Before choosing a light source for this aminosilane, or a state to follow in a calculation of its photochemistry, one has to decide which excited singlet matters. In the calculation below, the lowest one, at 6.07 eV, absorbs weakly. The second lies 0.94 eV higher and is seven times as strong. Taking the lowest state for the main absorption would therefore misplace the band by almost an electronvolt, and it would also pick the wrong kind of excitation.

PySCF 2.14.0, linear-response TDDFT without the Tamm-Dancoff approximation, CAM-B3LYP/6-31G(d), for the six lowest singlet excited states of neutral C3H9NSi, C=C(C)[SiH2]N, at its GFN2-xTB geometry. Pair weights refer to natural transition orbitals; difference densities are unrelaxed.

| row | excitation energy (eV) | oscillator strength | leading pair weight | hole electron distance (Å) | hole electron overlap |
| --- | --- | --- | --- | --- | --- |
| 1 | 6.067 | 0.028 | 0.974 | 1.004 | 0.546 |
| 2 | 7.002 | 0.196 | 0.875 | 0.655 | 0.771 |
| 3 | 7.308 | 0.036 | 0.661 | 0.352 | 0.659 |
| 4 | 8.034 | 0.026 | 0.616 | 0.430 | 0.744 |
| 5 | 8.229 | 0.084 | 0.720 | 0.408 | 0.754 |
| 6 | 8.447 | 0.031 | 0.918 | 1.107 | 0.555 |

Each row is a separate excited state, described by pairs of orbitals: a hole, from which the electron is taken, and an electron orbital, into which it goes. The leading pair weight says how much of the state the most important pair describes. The hole-electron distance separates the centres of the two distributions, and the overlap says how far they occupy the same space. The oscillator strength measures how strongly the state absorbs.

**Where the factor of seven comes from**

In atomic units the oscillator strength is f = ⅔ E μ², with E the excitation energy and μ the transition dipole. The dipoles of rows 2 and 1 are 1.068 and 0.434, and the energies differ by a factor of 1.15. The ratio of strengths is then (1.068/0.434)² × 1.15 ≈ 7.0. This is a definition, so the agreement tests nothing, but it shows where to look: nearly all of the contrast lies in the dipole.

The dipole depends on the product of hole and electron orbital, signs included. In a π orbital the two carbons of the double bond have the same sign, and in π* they have opposite signs. Their product is positive at one carbon and negative at the other, which makes a large dipole along the bond. If the hole sits mainly on another group, the product is small nearly everywhere and the dipole shrinks.

**The two lowest states**

Row 2 behaves like the π→π* excitation. Its dipole lies 24° from the C=C axis, and it alone carries about half of the summed strength of the six states. Its main contribution takes an electron from the second-highest occupied orbital to the lowest empty one. The π and π* labels are inferred from direction and strength, not read from orbital pictures.

Row 1 goes mainly from the highest occupied orbital to that same lowest empty one. Reading the shift as running from hole to electron, charge moves from the amino group towards the double bond. This suggests excitation of the nitrogen lone pair into π*. It fits the smallest overlap in the table, 0.546, and the weak absorption. Overlap can't be the whole reason, though: compared with row 2 it falls by less than a third, while the dipole falls by more than half. The signs within the product must matter too. In row 2 the shift runs the opposite way, from the double bond towards the silicon side, so that state isn't a purely local π→π* excitation.

A simple picture tells how complete this transfer is. With the hole wholly on nitrogen and the electron wholly on the double bond, their centres would be 3.31 Å apart. The calculated shift along that line is 0.99 Å, or 0.99/3.31 ≈ 30% of the full distance. The picture gets the direction right but overstates the length threefold, so the hole, the electron or both must reach well beyond these places. The hole may, for instance, contain some of the π orbital. Row 1 is a partial charge transfer.

The energy order has two likely causes. Row 2 takes its electron mainly from a deeper orbital, which costs more. In addition, exchange between hole and electron raises a singlet when the two share the same space, as they do in π→π*. The attraction between hole and electron, probably weaker in row 1, works against this order. How much each effect weighs is untested here.

**The irregular rows**

If overlap alone set the brightness, row 4 would be nearly as strong as row 2, since their overlaps are 0.744 and 0.771. Instead it is the weakest state of the six. Its leading pair has a weight of only 0.616, so a second pair matters too, and the dipoles of two pairs can add or cancel. Contributions from different regions can also cancel inside a single pair. Overlap registers neither kind of sign. Cancellation is thus a possible reason for the weakness of row 4, but the separate dipoles would have to be computed to show it.

Rows 3 to 5 share one feature with row 2: their dipoles all lie within 24° of the C=C axis. The molecule has no symmetry that would keep π→π* apart from its neighbours. A plausible reading, not tested here, is that these states mix and each takes some of the π→π* intensity. Row 5, the second strongest, has the dipole closest to the axis.

Row 6 looks like a copy of row 1, with a long distance, a small overlap and a similar strength, yet it lies 2.38 eV higher. It also starts mainly from the highest occupied orbital, but it fills the third empty orbital instead of the first. Its shift has no component towards the double bond. Similar distance and overlap thus don't mean the same excitation; the direction tells them apart.

**A neighbouring molecule**

The same reasoning carries over to related structures. Replace the amino group by a methyl group and the lone-pair donor is gone, so a state like row 1 has no counterpart, while π→π* remains. Put a longer saturated spacer between amino group and double bond, and the transfer state should become weaker as the overlap falls. It should also move up in energy, because hole and electron attract each other less when they are farther apart.

**What to do with these numbers**

Follow a state by its character, not by its number. Check the direction of the transition dipole and the shift as well as the overlap, and look at the second pair whenever the leading weight is well below one. This matters most higher up, where several states lie only 0.2 to 0.3 eV apart. Errors of this size are usual for the method, so a change of functional or geometry may reorder them.

Repeat the calculation with diffuse basis functions before calling row 1 the lowest singlet. The present basis can't properly describe Rydberg states, which alkenes and amines have in this energy range, so some may be absent or misplaced. Rows 5 and 6 also lie above 8.12 eV, the negative of the highest occupied orbital energy. In this calculation the continuum begins there, and the positions of discrete states above it depend on the basis. The true ionisation energy is probably higher. Neither row should be matched to an individual measured band.

Aminosilanes serve as precursors for depositing silicon nitride and oxide films. For light-assisted deposition, the result places the first strong absorption of this molecule near 177 nm, in the vacuum ultraviolet, with only a weak one near 204 nm. Without diffuse functions, π→π* energies usually come out too high, so the strong band may well lie at a longer wavelength. Both values are for vertical excitation at a fixed geometry, and they don't tell which bond breaks afterwards. The printed output below lists the directions, shifts and energy steps used here; no model was fitted to any row.

Output of the analysis:

```
Directions in each state:
  row  transition dipole (a.u.)  dipole angle to double bond (degrees)  shift from N towards double bond (angstrom)
    1                    0.4338                                  47.81                                       0.9921
    2                     1.068                                     24                                      -0.6035
    3                    0.4484                                  23.89                                       0.3117
    4                    0.3644                                  15.38                                       0.3054
    5                    0.6435                                  11.37                                      -0.3033
    6                     0.387                                  53.49                                      -0.2019
Energies in each state:
  row  step from state below (eV)  energy above ionisation threshold (eV)  wavelength (nm)
    1                         n/a                                  -2.055            204.4
    2                       0.935                                   -1.12            177.1
    3                       0.306                                  -0.814            169.7
    4                       0.726                                  -0.088            154.3
    5                       0.195                                   0.107            150.7
    6                       0.218                                   0.325            146.8
Strength of state 2 over state 1 (ratio): 7
Energy of state 2 over state 1 (ratio): 1.154
Strength of state 2 over state 4 (ratio): 7.538
Share of state 2 in the summed strength of six states (percent): 48.88
Share of states 2 to 5 in the summed strength (percent): 85.29
Rank correlation of overlap and strength over six states: 0.6571
Distance from N to the midpoint of the double bond (angstrom): 3.314
Shift of state 1 along this line as part of that distance (percent): 29.94
Gap between HOMO and LUMO (eV): 9.5
Gap less excitation energy of state 1 (eV): 3.433
State 6 above state 1 (eV): 2.38
```
